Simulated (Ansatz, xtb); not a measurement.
**BH4NS2: which of two isomers lies lower**

Structure X is `NBSS`, a singlet and structure Y is `[NH3+][BH-]1SS1`, a singlet. Both are isolated molecules in the gas phase, relaxed with B3LYP-D3(BJ)/6-311G**; the shapes shown needn't be the lowest conformers.

X (Å):

| atom | x (Å) | y (Å) | z (Å) |
| --- | --- | --- | --- |
| B | -0.0602 | -0.5452 | 0.2724 |
| N | -0.6399 | -1.5074 | -0.5480 |
| S | 0.2564 | 1.6027 | 2.4898 |
| S | -1.1194 | 0.3311 | 1.4953 |
| H | -1.6133 | -1.7695 | -0.5190 |
| H | -0.1010 | -2.0166 | -1.2299 |
| H | 1.0935 | -0.2826 | 0.1978 |
| H | 0.0973 | 2.6873 | 1.7001 |

Y (Å):

```yaml
atoms:
  - { symbol: B, position_ang: [0.5352, 1.2736, -0.7387] }
  - { symbol: N, position_ang: [-0.8004, 0.3610, -0.6757] }
  - { symbol: S, position_ang: [0.4883, 2.6171, 0.5647] }
  - { symbol: S, position_ang: [1.7166, 0.8248, 0.6430] }
  - { symbol: H, position_ang: [-1.0468, 0.2337, 0.3073] }
  - { symbol: H, position_ang: [-1.5845, 0.8055, -1.1526] }
  - { symbol: H, position_ang: [-0.6511, -0.5566, -1.0949] }
  - { symbol: H, position_ang: [0.8651, 1.4504, -1.8664] }
```

Quicker runs give these differences E(Y) − E(X): GFN2-xTB +65.6 kJ/mol; HF/STO-3G +122.2 kJ/mol (at GFN2-xTB geometries); r2SCAN-D4/def2-SVP +33.8 kJ/mol (at GFN2-xTB geometries).

**Question.** Estimate E(Y) − E(X) at the level CCSD(T)/def2-TZVP.

**Answer.** Calculated at CCSD(T)/def2-TZVP: E(Y) − E(X) = +33.0 kJ/mol, so structure X lies lower.

How the difference moves with the method:

| level | geometry | E(Y) − E(X) (kJ/mol) | departure from the last row (kJ/mol) | job, with rough time for the two |
| --- | --- | --- | --- | --- |
| GFN2-xTB | GFN2-xTB | +65.6 | +32.6 | optimisation, 0.32 s |
| HF/STO-3G | GFN2-xTB | +122.2 | +89.3 | single point, 0.42 s |
| r2SCAN-D4/def2-SVP | GFN2-xTB | +33.8 | +0.9 | single point, 2.8 s |
| B3LYP-D3(BJ)/6-311G** | B3LYP-D3(BJ)/6-311G** | +40.5 | +7.6 | optimisation, 25 s |
| HF/def2-TZVP | B3LYP-D3(BJ)/6-311G** | +80.3 | +47.3 | part of the CCSD(T) run |
| MP2/def2-TZVP | B3LYP-D3(BJ)/6-311G** | +19.5 | −13.4 | part of the CCSD(T) run |
| CCSD(T)/def2-TZVP | B3LYP-D3(BJ)/6-311G** | +33.0 |  | single point, 47 s |

As drawn, Y has 1 B–S, 1 N–H in place of 1 S–H. Structure X has no ring, Y a 3-membered ring.

None of the levels shown reverses the order. The largest departure from CCSD(T)/def2-TZVP is that of HF/STO-3G, 89.3 kJ/mol.

With harmonic frequencies from B3LYP-D3(BJ)/6-311G** (ideal gas, rigid rotor, one conformer each, 298.15 K, 1 atm): on the last row, ΔE + ΔZPE = +46.7, ΔH = +44.5, ΔG = +49.8 kJ/mol.

The correlated steps freeze 12 core orbitals. Mirror images aren't counted in ΔG. Codes used: Ansatz 0.2.0, xtb 6.7.1; the last row on 2 threads of Intel(R) Xeon(R) Processor @ 2.70GHz on a shared host.

The open-chain aminoborane X lies below the cyclic ammonia adduct Y, even though Y has one more σ bond. In X the nitrogen lone pair donates into the empty boron p orbital, giving the B–N bond partial double-bond character. In Y that lone pair is tied up in a dative σ bond to four-coordinate boron, so the π stabilisation is lost, and the three-membered BS2 ring adds strain. The extra B–S bond and the exchange of S–H for a stronger N–H bond evidently don't make up for this.

Electron correlation favours Y, probably because of its additional bond and compact ring: the gap falls from +80.3 kJ/mol in Hartree–Fock to +33.0 kJ/mol with CCSD(T), while MP2 overshoots the correction. Vibration widens the gap again, as expected when a soft S–H bond gives way to a stiff ammonium group, and the loss of chain flexibility probably adds the entropic penalty. A polar solvent would probably favour the more charge-separated Y, so the gas-phase gap shouldn't be carried over to solution.
